# Non-orthogonality of a maximum-overlap solution to the ground state

The maximum overlap method (MOM; Gilbert, Besley and Gill, 2008) occupies, in each SCF cycle, the orbitals that overlap most with a reference set, and so converges on higher stationary points of the SCF energy. Nothing in it makes the solution orthogonal to the ground state. This page derives what that costs: the energy is no longer an upper bound to the excited level, and the electronic transition dipole depends on the origin. The example is the lowest excited $^1A_1$ state of water, $3a_1\to 3s\,(4a_1)$, mainly Rydberg at the equilibrium geometry.

## 1. Premises and conventions

1. Nuclei are clamped at $\mathbf R_A$ with charges $eZ_A$, $Z=\sum_A Z_A$, $e>0$. There are $N$ electrons. $\hat H$ is the spin-free, field-free electronic Hamiltonian, so all states can be taken real.
2. $\Psi_k$, $E_k$ are the exact eigenstates and energies: full CI in the basis used, or the complete-basis states. The proofs hold for either reading.
3. The labels $k=0,1,2,\dots$ run only over the **block** of the trial state, that is, over the eigenstates that share its good quantum numbers, with $E_0<E_1\le E_2\le\dots$
4. $\Phi_0$ is the closed-shell RHF determinant and $\Phi_X$ the normalised excited mean-field state. Three overlaps must be kept apart: $s=\langle\Psi_0|\Phi_X\rangle$ (unknown in practice), $S=\langle\Phi_0|\Phi_X\rangle$ (computable) and $c=\langle\Psi_0|\Phi_0\rangle>0$.
5. Dipoles are in $ea_0$ and energies in eV or $E_h$; $(pq|rs)$ is chemists' notation.

## 2. Why $S$ does not vanish

For $1b_1\to3s$ the state is $B_1$, and symmetry-pure orbitals give $S=s=0$. For $3a_1\to3s$ both states are $A_1$ and symmetry forbids nothing. $S$ is the product of the determinants of the $\alpha$ and $\beta$ occupied–occupied overlap matrices.

Its size follows from two rotations among the RHF orbitals. Let the excited $\alpha$ electron occupy $a\cos\theta+i\sin\theta$ ($i=3a_1$, $a=3s$), and let one $\beta$ orbital relax to $j\cos\varphi+b\sin\varphi$ ($j$ occupied, $b$ virtual). A determinant is linear in each orbital, so, with the other orbitals not written,

$$\Phi_X=\cos\theta\,A+\sin\theta\,B,\quad A=\cos\varphi\,|a\bar j|+\sin\varphi\,|a\bar b|,\quad B=\cos\varphi\,|i\bar j|+\sin\varphi\,|i\bar b| .\tag{1}$$

Here $|i\bar j|=\Phi_0$, the four determinants are orthonormal, and $S=\sin\theta\cos\varphi$. The energy is $H_{AA}\cos^2\theta+H_{BB}\sin^2\theta+H_{AB}\sin2\theta$. Setting its $\theta$ derivative to zero gives $\tan2\theta=2H_{AB}/D$ with $D=H_{AA}-H_{BB}>0$. On the branch with small $\theta$ the second derivative, $-2D\cos2\theta-4H_{AB}\sin 2\theta$, is negative: the solution is a maximum along the path that leads to the ground state, which is why an aufbau SCF slides off it.

$H_{AB}$ has four terms. The $\cos^2\varphi$ term $\langle a\bar j|\hat H|i\bar j\rangle$ vanishes by Brillouin's theorem. In each cross term the determinants differ in one $\alpha$ and one $\beta$ orbital, so the Slater–Condon rules give $g=(ia|jb)$ with no exchange part. The $\sin^2\varphi$ term is of second order. Hence $H_{AB}=2\varphi g+O(\varphi^2)$ and

$$S\simeq\theta\simeq\frac{2\varphi g}{D}.\tag{2}$$

With frozen spectators $S=0$; the overlap is produced by their relaxation. Of the components of $\Phi_X$, only the double excitation $|a\bar b|$ couples to $\Phi_0$ through $\hat H-E[\Phi_0]$, so

$$\langle\Phi_0|\hat H-E[\Phi_0]|\Phi_X\rangle=g\cos\theta\sin\varphi\simeq \tfrac12 SD .\tag{3}$$

Several $\beta$ channels add, $\varphi g\to\sum\varphi_{jb}\,(ia|jb)$. A relaxing $\alpha$ orbital contributes $(ia|jb)-(ib|ja)$ to the double-excitation term and $(ia|jb)-(ij|ab)$ to the other cross term; these differ, so (3) is a property of opposite-spin relaxation only.

## 3. The energy bound

Expand $\Phi_X=\sum_k c_k\Psi_k$ with $c_0=s$ and $\sum_k c_k^2=1$. Then $E=\langle\Phi_X|\hat H|\Phi_X\rangle=\sum_kc_k^2E_k$. Subtract $E_1=E_1\sum_kc_k^2$:

$$E-E_1=-s^2(E_1-E_0)+\sum_{k\ge2}c_k^2\,(E_k-E_1).\tag{4}$$

This is an identity. Every term of the sum is non-negative, so

$$\boxed{E\;\ge\;E_1-s^2\,(E_1-E_0)}\tag{5}$$

Equality holds when $\Phi_X$ has components only on $\Psi_0$ and on states of energy $E_1$, so (5) cannot be sharpened with $s$ alone. The bound $E\ge E_1$ is guaranteed only for $s=0$; for $|s|\to1$ the ordinary variational principle returns. A continuum replaces part of the sum by an integral with a non-negative integrand and changes nothing. Stationarity was not used: (5) holds for any normalised state. For a target $n$, subtracting $E_n$ in the same way gives $E\ge E_n-\sum_{k<n}c_k^2(E_n-E_k)$, which is the form needed for the higher $1b_1\to3p\,(b_1)$ $^1A_1$ state.

**Which level is $E_1$.** The MOM determinant has $M_S=0$ but is no eigenfunction of $\hat S^2$. Its block is all $A_1$ states with $M_S=0$, and $E_1$ is then the $^3A_1$ partner, which lies below the singlet. If the orbitals also break spatial symmetry, $E_1$ drops to the lowest excited state of the lowered group. To bound the singlet, restore spin parity. The rotation $\hat U=e^{-i\pi\hat S_y}$ (spin in units of $\hbar$) commutes with $\hat H$ and multiplies an $M_S=0$ state of spin $J$ by $(-1)^J$. It sends $\alpha\to\beta$, $\beta\to-\alpha$; with $n$ electrons of each spin the sign $(-1)^n$ cancels the $(-1)^{n^2}$ from reordering, so $\hat U$ swaps the two orbital sets. Therefore $p=\langle\Phi_X|\hat U|\Phi_X\rangle=(\det O_{\alpha\beta})^2\ge0$, where $O_{\alpha\beta}$ is the spatial overlap matrix of the two sets; it vanishes for frozen orbitals and is of second order in the rotations. In this block $\hat U^2=1$, and the even-spin state is $\Phi_S=(1+\hat U)\Phi_X/\sqrt{2(1+p)}$. As $\Psi_0$ and $\Phi_0$ are singlets, $\hat U$ leaves them unchanged, and

$$s_S=\frac{\sqrt2\,s}{\sqrt{1+p}},\qquad S_S=\frac{\sqrt2\,S}{\sqrt{1+p}} .\tag{6}$$

Removing the triplet raises $E_1$ to the singlet level and roughly doubles the ground-state weight.

**From $S$ to $s$.** Write $\Psi_0=c\,\Phi_0+\sqrt{1-c^2}\,\eta$ with $\eta$ normalised and orthogonal to $\Phi_0$. Then $s=cS+\sqrt{1-c^2}\,\langle\eta|\Phi_X\rangle$. Only the part of $\Phi_X$ orthogonal to $\Phi_0$, of norm $\sqrt{1-S^2}$, overlaps $\eta$, so by the Cauchy–Schwarz inequality

$$|s|\le c|S|+\sqrt{1-c^2}\sqrt{1-S^2}.\tag{7}$$

**Orthogonalising to $\Phi_0$ does not restore the bound.** For a state $\Phi'$ with $S=0$, (7) allows $s^2$ up to $1-c^2$, and (5) gives $E'\ge E_1-(1-c^2)(E_1-E_0)$. Applying (5) to $\Phi_0$ itself gives Eckart's inequality $(1-c^2)(E_1-E_0)\le E[\Phi_0]-E_0$: the possible deficit is at most the correlation energy of the ground state.

**Diagonalising does.** Solve $\mathbf H\mathbf v=\epsilon\,\mathbf S\mathbf v$ in the span of $\Phi_0$ and $\Phi_X$ (non-orthogonal CI, NOCI). The upper root $\epsilon_+$ is the largest energy expectation value in this plane. The plane contains $s\,\Phi_0-c\,\Phi_X$, which is non-zero for $|S|<1$ and whose overlap with $\Psi_0$ is $sc-cs=0$. By (5) its energy is at least $E_1$, so $\epsilon_+\ge E_1$. This is the two-state case of the Hylleraas–Undheim–MacDonald theorem.

## 4. Origin dependence of the transition dipole

With the origin at a point $O$,

$$\hat{\boldsymbol\mu}^{\rm el}=-e\sum_{k=1}^N\mathbf r_k,\qquad \boldsymbol\mu^{\rm nuc}=e\sum_AZ_A\mathbf R_A .$$

Move the origin to $O+\mathbf R$ and leave the molecule and its wavefunctions alone. Every position becomes $\mathbf r-\mathbf R$, so $\hat{\boldsymbol\mu}^{\rm el}\to\hat{\boldsymbol\mu}^{\rm el}+eN\mathbf R$. The added term is a constant, and its matrix element is that constant times the overlap:

$$\boxed{\boldsymbol\mu^{\rm el}_{0X}\to\boldsymbol\mu^{\rm el}_{0X}+eNS\,\mathbf R}\tag{8}$$

Translating the molecule by $\mathbf R$ at a fixed origin gives the opposite sign. Equation (8) holds for any two $N$-electron states, $\Phi_S$ included.

The working formula for determinants shows the same. Let $u_k$ and $v_l$ be the occupied spin orbitals of $\Phi_0$ and $\Phi_X$, $O_{kl}=\langle u_k|v_l\rangle$ and $x_{kl}=\langle u_k|x|v_l\rangle$. The operator $\prod_k(1+\lambda x_k)$ turns each $v_l$ into $(1+\lambda x)v_l$, so its matrix element is $\det(\mathbf O+\lambda\mathbf x)$. The term linear in $\lambda$ is

$$\Big\langle\Phi_0\Big|\sum_kx_k\Big|\Phi_X\Big\rangle=\sum_{kl}x_{kl}\,\mathrm{cof}_{kl}(\mathbf O).\tag{9}$$

The shift replaces $x_{kl}$ by $x_{kl}-R_xO_{kl}$. For each row $k$, $\sum_lO_{kl}\,\mathrm{cof}_{kl}=\det\mathbf O=S$ (Laplace expansion), and $N$ rows give $-NSR_x$; the factor $-e$ yields (8). Physically, the transition density carries the net charge $-eNS$, and the dipole of a charged distribution depends on the origin. The factor is $N$, core electrons included, not the one electron that was excited. An origin off the $C_2$ axis also produces components perpendicular to it, which an $A_1\to A_1$ transition cannot have.

## 5. Remedies

**Add the nuclei.** In the electronic space $\boldsymbol\mu^{\rm nuc}$ is a constant, so the total element is $\mathbf m_{0X}=\boldsymbol\mu^{\rm el}_{0X}+S\boldsymbol\mu^{\rm nuc}$. The shift sends $\boldsymbol\mu^{\rm nuc}\to\boldsymbol\mu^{\rm nuc}-eZ\mathbf R$, hence

$$\mathbf m_{0X}\to\mathbf m_{0X}-e(Z-N)S\,\mathbf R .\tag{10}$$

The cure works for neutral molecules only. It equals the electronic element with the origin at the centre of nuclear charge, where $\boldsymbol\mu^{\rm nuc}=0$. It does not remove the contamination: with the exact ground state and $\Phi_X=s\Psi_0+\sqrt{1-s^2}\chi$, the element is $s\,\mathbf m_{00}+\sqrt{1-s^2}\langle\Psi_0|\hat{\mathbf m}|\chi\rangle$, and the permanent dipole of the ground state leaks in.

**Orthogonalise.** For one Cartesian component let $\mathbf M$ be the $2\times2$ dipole matrix and $\mathbf S$ the overlap matrix. A shift, or the nuclear term, adds a constant times $\mathbf S$. For any $\mathbf L$ with $\mathbf L^T\mathbf S\mathbf L=\mathbf 1$ this adds the constant times $\mathbf 1$ to $\mathbf L^T\mathbf M\mathbf L$ and leaves the off-diagonal element unchanged, for ions as well. $\mathbf L$ is fixed only up to an orthogonal transformation, and the choice matters.

Gram–Schmidt with $\Phi_0$ kept, $\Phi'=(\Phi_X-S\Phi_0)/\sqrt{1-S^2}$:

$$m^{\rm GS}=\frac{m_{0X}-S\,m_{00}}{\sqrt{1-S^2}} .\tag{11}$$

Keeping $\Phi_X$ instead puts $m_{XX}$ in place of $m_{00}$.

Symmetric (Löwdin) orthogonalisation uses $\mathbf L=\mathbf S^{-1/2}$. $\mathbf S$ has eigenvalues $1\pm S$ with vectors $(1,\pm1)/\sqrt2$, so $\mathbf L$ has diagonal element $l$ and off-diagonal element $l'$ equal to $\tfrac12[(1+S)^{-1/2}\pm(1-S)^{-1/2}]$. Multiplying out, $(\mathbf{LML})_{0X}=ll'(m_{00}+m_{XX})+(l^2+l'^2)m_{0X}$, with $ll'=-S/[2(1-S^2)]$ and $l^2+l'^2=1/(1-S^2)$:

$$m^{\rm L}=\frac{m_{0X}-\tfrac12S\,(m_{00}+m_{XX})}{1-S^2}.\tag{12}$$

To first order in $S$ each recipe is a choice of origin for the electronic element: the centroid of the ground-state electron density for (11), since $\mu^{\rm el}_{00}=0$ there, the excited-state centroid for its reverse, and their midpoint for (12). The two Gram–Schmidt values differ by $S(m_{00}-m_{XX})/\sqrt{1-S^2}$, which measures the ambiguity that origin independence leaves.

**Let $\hat H$ choose.** NOCI fixes the rotation. Write $E_X=E[\Phi_X]$, $E_G=E[\Phi_0]$, $\Delta=E_X-E_G$, and apply (11) and (12) to $\hat H$. The Gram–Schmidt pair is the NOCI pair if $H_{0X}=SE_G$, which holds when $\Phi_0$ is an eigenstate. The Löwdin pair is the NOCI pair if $H_{0X}=\tfrac12S(E_G+E_X)$, that is $H_{0X}-SE_G=\tfrac12S\Delta$. This is (3) with $D\simeq\Delta$: for opposite-spin relaxation, and to leading order in $\varphi$, Löwdin and NOCI coincide. In that case, with $y=\epsilon-\tfrac12(E_G+E_X)$, the secular equation is $y^2-\Delta^2/4-S^2y^2=0$, so $y=\pm\Delta/(2\sqrt{1-S^2})$ and the upper root lies about $S^2\Delta/4$ above $E_X$.

## 6. Range of validity

- Equations (4)–(12) are exact for normalised real states with $|S|<1$ under the premises of section 1; complex states need $|s|^2$ and conjugates. As $|S|\to1$ (collapse) the orthogonalised state is ill-conditioned.
- (5) bounds a total energy. The excitation energy $\Delta$ is a difference of two expectation values and has no bound in either direction. Kohn–Sham MOM energies are not expectation values of $\hat H$, so (5) does not apply to them; (8)–(12) apply to their determinants.
- (5) states what can be guaranteed, not where $E$ lies. The dropped sum in (4) is the correlation energy of the excited state and is usually far larger than the retained term.
- Spin–orbit coupling or an external field merges blocks and lowers $E_1$.
- (2) and (3) are of leading order in $\varphi$ and omit same-spin channels. $D$ differs from $\Delta$ by about $\varphi^2$ times the $j\to b$ excitation energy.
- Only the dipole in length form was treated. The momentum operator has no origin, and its diagonal elements vanish for real states, so orthogonalisation only rescales the velocity-form element.

## 7. Illustration: the $3a_1\to3s$ state of H$_2$O

All inputs are approximate or assumed, and the results belong to this model, not to water.

| Input | Value | Status |
|---|---|---|
| $r_{\rm OH}$, angle | 0.958 Å, 104.5° | approximate |
| $E_1-E_0$: singlet, triplet | 10.0 eV, 9.5 eV | approximate, vertical |
| $c$ | 0.97 | typical |
| correlation energy | 0.3 $E_h$ | approximate |
| $m_{00}$, $m_{XX}$ | $+0.78$, $-0.50\ ea_0$ | approximate |
| $\varphi$, $g$, $D$ | 0.15, 1 eV, 10 eV | assumed |
| $m_{0X}$ (singlet) | $+0.60\ ea_0$ | chosen, see below |

The $z$ axis is the $C_2$ axis, with O at zero and the hydrogens at positive $z$.

**Overlaps.** Equation (2) gives $S=0.030$. The step to $s$ is not a small correction. From (1), $s\simeq cS+\varphi\,c_{ij}^{ab}+c_i^a$, where $c_{ij}^{ab}$ and $c_i^a$ are CI coefficients of $\Psi_0$. The first term is 0.029. First-order perturbation theory gives $c_{ij}^{ab}\simeq-g/\Delta_D$; with an assumed denominator $\Delta_D=50$ eV the second term is $-0.003$ and the sum is 0.026. The singles coefficient appears at second order; assuming $|c_i^a|\le0.010$ puts $s$ between 0.016 and 0.036. In (6), $p$ is at most of order $\varphi^2=0.02$ and alters the overlaps by 1 per cent, so we set $p=0$ and $S_S=0.042$. For an assumed $j\to b$ energy of 30 eV, $D$ and $\Delta$ differ by about 0.7 eV.

**Energy.** For the determinant, (5) allows $E$ to lie $0.026^2\times9.5$ eV $=6$ meV below the triplet. For $\Phi_S$ it allows $2\times0.026^2\times10.0$ eV $=14$ meV below the singlet, or 5 to 26 meV over the range of $s$. Using only rigorous steps, (7) gives $|s|\le0.27$ and a deficit of at most 0.7 eV for the determinant, and a singlet orthogonalised to $\Phi_0$ may still lie up to 0.6 eV below $E_1$. The dropped sum in (4) is of the order of the correlation energy, 8 eV, so a Hartree–Fock MOM energy for this state is expected several eV above $E_1$: the guarantee is lost, but the inequality $E\ge E_1$ is unlikely to be broken. With $\Delta=10.0$ eV, NOCI under condition (3) lifts the singlet by 4 meV.

**Dipole.** The hydrogens lie at $z=1.108\ a_0$, so $\mu^{\rm nuc}=2.22\ ea_0$ about O and the centre of nuclear charge is at $0.222\ a_0$. The slope in (8) is $NS_S=0.42\ ea_0$ per bohr, or 2.0 D per Å. For an origin at $z_0$ on the axis,

$$\mu^{\rm el}_{0X}(z_0)=0.60\ ea_0+0.42\,e\,(z_0-0.222\ a_0).$$

The oscillator strength is $f=\tfrac23\Delta E\,\mu^2$ in atomic units; $\Delta E=10.0$ eV $=0.3675\ E_h$ gives $f=0.245\,\mu^2$. The third decimal below serves only to compare rows.

| Recipe | $\mu/ea_0$ | $f$ |
|---|---|---|
| electronic, origin at O | 0.507 | 0.063 |
| electronic, origin at H–H midpoint | 0.972 | 0.23 |
| electronic, $z_0=5$ Å $=9.449\ a_0$ | 4.48 | 4.9 |
| nuclear term added | 0.60 (input) | 0.088 |
| Gram–Schmidt, $\Phi_0$ kept | 0.568 | 0.079 |
| Löwdin | 0.595 | 0.087 |
| Gram–Schmidt, excited state kept | 0.622 | 0.095 |

The electronic element vanishes at $z_0=-1.21\ a_0$ ($-0.64$ Å), where the bright state looks dark, and an origin 5 Å away, as for a molecule cut from a cluster, gives one transition about half of the sum-rule total $N=10$. The relative sign of $S$ and $m_{0X}$ does not depend on phases, since both change sign with either state. It was assumed positive; $m_{0X}=-0.60\ ea_0$ would give $-0.693\ ea_0$ and $f=0.12$ at O. The origin-independent recipes span $0.054\ ea_0$, or 18 per cent of $f$.

Typical values of $f$ for this band are 0.05 to 0.1, depending on the diffuse functions in the basis; $m_{0X}$ was chosen to place the model in that range, so $f\approx0.09$ is no prediction. The overlap rests on assumed $\varphi$ and $g$; the energy deficits of 5 to 26 meV scale as $s^2$ and the dipole shifts as $S$. In this model an overlap that matters at the level of 0.01 eV in the energy changes $f$ from 0.063 to 0.23 for origins inside the molecule, because it enters the energy squared and the dipole multiplied by $N$.